Question: Why does the Si–N bond have the "worst" energy density in my aminosilane?

I ran a bond critical point analysis on a small aminosilane with a C=C group. A bond critical point is the place between two bonded atoms where the electron density is lowest along the bond and highest across it. I had assumed that more density there means a more negative energy density, and hence a more covalent bond.

Bond critical points (QTAIM) of the neutral singlet aminosilane C=C(C)[SiH2]N, computed with PySCF 2.14.0 at the wB97X/def2-SVP level on a GFN2-xTB geometry. Atoms 1–3 are C, 4 is Si, 5 is N and 6–14 are H. The energy density is the sum of the kinetic and potential parts.

```
row  density (a.u.)  first atom  second atom  laplacian (a.u.)  ellipticity  energy density (a.u.)
  1           0.341       1.000        2.000            -0.896        0.365                 -0.366
  2           0.332       5.000       13.000            -1.524        0.041                 -0.436
  3           0.332       5.000       14.000            -1.522        0.041                 -0.435
  4           0.282       1.000        7.000            -1.070        0.018                 -0.310
  5           0.280       1.000        6.000            -1.059        0.016                 -0.306
  6           0.276       3.000        8.000            -1.011        0.004                 -0.297
  7           0.275       3.000       10.000            -0.999        0.008                 -0.296
  8           0.275       3.000        9.000            -0.997        0.009                 -0.296
  9           0.254       2.000        3.000            -0.593        0.001                 -0.208
 10           0.123       4.000        5.000             0.721        0.126                 -0.040
 11           0.118       4.000       12.000             0.334        0.010                 -0.064
 12           0.118       4.000       11.000             0.336        0.015                 -0.064
 13           0.113       2.000        4.000             0.322        0.028                 -0.058
```

Most of the list obeys, but Si–N (row 10) does not. It has more density than the other silicon bonds, yet its energy density is the closest to zero of all. C=C (row 1) is odd too: it has the highest density, but both N–H bonds (rows 2 and 3) have a more negative energy density. Is Si–N hardly a bond, or is my rule wrong?

Answer:

Your rule has a sound core, and it helps to see first how far it should go. Suppose two bonds had the same density pattern, one merely a shrunken copy of the other. Density is a number per volume, so it grows as 1/length³. Energy density carries a further 1/length² from the kinetic energy, and in a pure shrinkage the potential part follows suit. Eliminating the length gives

energy density ∝ density^(5/3)

I set the one constant by the average over the two Si–H bonds and the Si–C bond, so Si–N had no say in it. At the Si–H density of 0.118 the rule gives −0.06345, and therefore for Si–N

−0.06345 × (0.123/0.118)^(5/3) = −0.068 a.u.

The calculation gives −0.040, only about 59% of that. The nine carbon and N–H bonds, also outside the average, reach between 91% and 123% of their expected values, so Si–N stands well apart. The printed output below lists this comparison for each bond.

The rule is a yardstick and no law. The Laplacian, which is the sum of the three curvatures of the density, should scale in the same way and keep its sign. Instead it is negative for the carbon and N–H bonds and positive for the silicon bonds. The bonds are thus not copies of one another, and the fair agreement in energy density must owe something to compensation.

To see what goes wrong in Si–N, split the energy density into a positive kinetic and a negative potential part. The local virial relation ties both to the Laplacian:

energy density = kinetic + potential
Laplacian/4 = 2 × kinetic + potential
kinetic = Laplacian/4 − energy density

For Si–N the kinetic part is 0.721/4 + 0.040 = 0.220 a.u., against about 0.148 in Si–H. The potential part of Si–N is actually the more negative of the two, but the larger kinetic part outweighs that gain.

What makes the kinetic part large? It adds up the squared slopes of the occupied orbitals. At a critical point the total density has no slope, so if a single orbital supplied all the density, that orbital would be flat there and the kinetic part would vanish. A large kinetic part therefore means that more than one orbital matters at the point, and that at least one is steep there although the summed density has no slope.

The C=C and N–H bonds illustrate this. Their potential parts are nearly equal, but the kinetic part is 0.142 a.u. in C=C and only 0.055 in N–H. That difference is what puts N–H lower. Theory suggests a main reason: the π orbital of C=C passes through zero near the critical point, where it adds almost no density but a steep slope. N–H has no such π bond and comes closer to the one-orbital limit.

In Si–N the extra steepness seems to lie along the bond. The curvature of the density in that direction is 1.12 a.u., against 0.69 in Si–H, while the curvature across the bond is nearly the same in both. The critical point sits at the edge of the silicon core, 0.69 Å from silicon against 0.71 Å in Si–H. Core tails change fast there, so even this small shift may supply part of the excess. Another likely cause is nitrogen's strong pull, which gathers the shared electrons into a compact shell. Orbitals that rise steeply towards nitrogen then meet core tails that fall away from silicon. The nitrogen lone pair may add to the kinetic part as well, but that is a guess.

So Si–N is a real bond, and a polar one. Its energy density is still negative, and the same calculation gives it a bond order slightly above one. The Hirshfeld charges, about +0.38 e on silicon and −0.32 e on nitrogen, fit the polar picture. The size of the break rests on a single Si–N bond at a tight-binding geometry, and a point on such a steep flank is sensitive to bond length.

For other bonds, ask two things: how much density is at the point, and how steep the orbitals are there. Neither ranks bond strength between different pairs of elements. Aminosilanes serve as precursors for silicon oxide and nitride films in electronic devices; there these numbers describe the bonding in the intact molecule, not how readily its Si–N bond reacts at a surface.

Output of the analysis:

```
Yardstick and parts in a.u.:
  row  expected energy density  computed over expected  kinetic part  potential part  curvature across  curvature along
    1                   -0.372                  0.9839         0.142          -0.508            -1.213           0.3171
    2                  -0.3558                   1.226         0.055          -0.491            -2.405            0.881
    3                  -0.3558                   1.223        0.0545         -0.4895            -2.402             0.88
    4                   -0.271                   1.144        0.0425         -0.3525            -1.398           0.3277
    5                  -0.2678                   1.142       0.04125         -0.3473            -1.385           0.3259
    6                  -0.2615                   1.136       0.04425         -0.3412            -1.345           0.3342
    7                  -0.2599                   1.139       0.04625         -0.3422            -1.331           0.3324
    8                  -0.2599                   1.139       0.04675         -0.3427            -1.329           0.3325
    9                  -0.2277                  0.9136       0.05975         -0.2677           -0.9154           0.3224
   10                 -0.06799                  0.5883        0.2203         -0.2602            -0.395            1.116
   11                 -0.06345                   1.009        0.1475         -0.2115           -0.3565           0.6905
   12                 -0.06345                   1.009         0.148          -0.212           -0.3568           0.6928
   13                 -0.05903                  0.9826        0.1385         -0.1965           -0.3059           0.6279
Si-N energy density expected from the yardstick (a.u.): -0.06799
Si-N energy density, computed less expected (a.u.): 0.02799
Smallest computed over expected among the other 12 bonds: 0.9136
Largest computed over expected among the other 12 bonds: 1.226
Density, Si-N less mean Si-H (a.u.): 0.005
Kinetic part, Si-N less mean Si-H (a.u.): 0.0725
Potential part, Si-N less mean Si-H (a.u.): -0.0485
Laplacian, Si-N over mean Si-H: 2.152
Curvature along the bond, Si-N less mean Si-H (a.u.): 0.4244
Curvature across the bond, Si-N less mean Si-H (a.u.): -0.03838
Energy density, carbon double bond less mean N-H (a.u.): 0.0695
Kinetic part, carbon double bond less mean N-H (a.u.): 0.08725
Potential part, carbon double bond less mean N-H (a.u.): -0.01775
Critical point to Si in Si-N (angstrom): 0.6915
Critical point to Si in Si-H of row 11 (angstrom): 0.714
Critical point to Si in Si-C (angstrom): 0.7195
```
